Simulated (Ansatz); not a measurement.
## How methods differ on AlH2Br (SMILES [AlH2][Br])

AlH2Br has 4 atoms, charge 0, and is taken as a singlet. As SMILES, `[AlH2][Br]`. Geometry: relaxed at PBE0-D4/def2-TZVP.

```xyz
4

Al   -0.1483   -0.0647   -0.1103
Br    1.6849    0.4966    1.0797
H    -0.5616   -1.5848   -0.1392
H    -0.9197    1.0927   -0.8504
```

Quantity: the energy change with the Al1–Br2 bond stretched from 2.256 to 5.641 Å, in eV. The values are calculated.

```
                        level                    kind  program  value (eV)  less FCI/STO-3G
       HF/STO-3G (restricted)            Hartree–Fock   Ansatz        8.36            +2.80
   r2SCAN/STO-3G (restricted)                meta-GGA   Ansatz        6.37            +0.81
    BHLYP/STO-3G (restricted)           global hybrid   Ansatz        7.38            +1.82
CAM-B3LYP/STO-3G (restricted)  range-separated hybrid   Ansatz        7.39            +1.83
    HSE06/STO-3G (restricted)  range-separated hybrid   Ansatz        6.75            +1.19
      MP2/STO-3G (restricted)     perturbation theory   Ansatz        6.83            +1.27
     CCSD/STO-3G (restricted)   coupled cluster or CI   Ansatz        5.73            +0.17
    CCSDT/STO-3G (restricted)   coupled cluster or CI   Ansatz        5.56             0.00
                   FCI/STO-3G      exact in the basis   Ansatz        5.56             0.00
```

FCI/STO-3G is exact within its basis and frozen core, so for wave-function methods in that basis the difference is their error; functionals converge differently with the basis, so for them it is only a difference. Spin-restricted single references rise too steeply as a bond breaks, Hartree–Fock most of all. Perturbation and coupled-cluster corrections on them can overshoot downwards. All-electron rows without a relativistic Hamiltonian named are non-relativistic. The first shape isn't each level's own minimum. The values span 5.56 to 8.36 eV. All rows use very small basis sets, so even the best lies far from the true value. In the correlated wave-function rows the outer d shell of Br is correlated, in sets not made for it.

The coupled-cluster series closes in on the exact result quickly: CCSD is left with an error of +0.17 eV, and full triples remove it to the printed precision. Stretching the polar Al–Br σ bond brings its bonding and antibonding orbitals close in energy, so the singlet needs two configurations to describe separating AlH2 and Br radicals. A single closed-shell determinant instead keeps too much ionic character. Doubles supply the missing configuration, while the small triples contribution probably reflects its coupling to the bromine lone pairs and Al–H bonds. MP2 recovers only part of the correction, as its perturbative treatment is ill suited to near-degeneracy.

Among the functionals, the energy rises broadly with the share of exact exchange, from r2SCAN through HSE06 to BHLYP and CAM-B3LYP. This suggests that semilocal exchange partly mimics the missing static correlation, so r2SCAN's lower value is no evidence of a properly described broken bond. One stretched geometry also can't show whether the curves have levelled off.
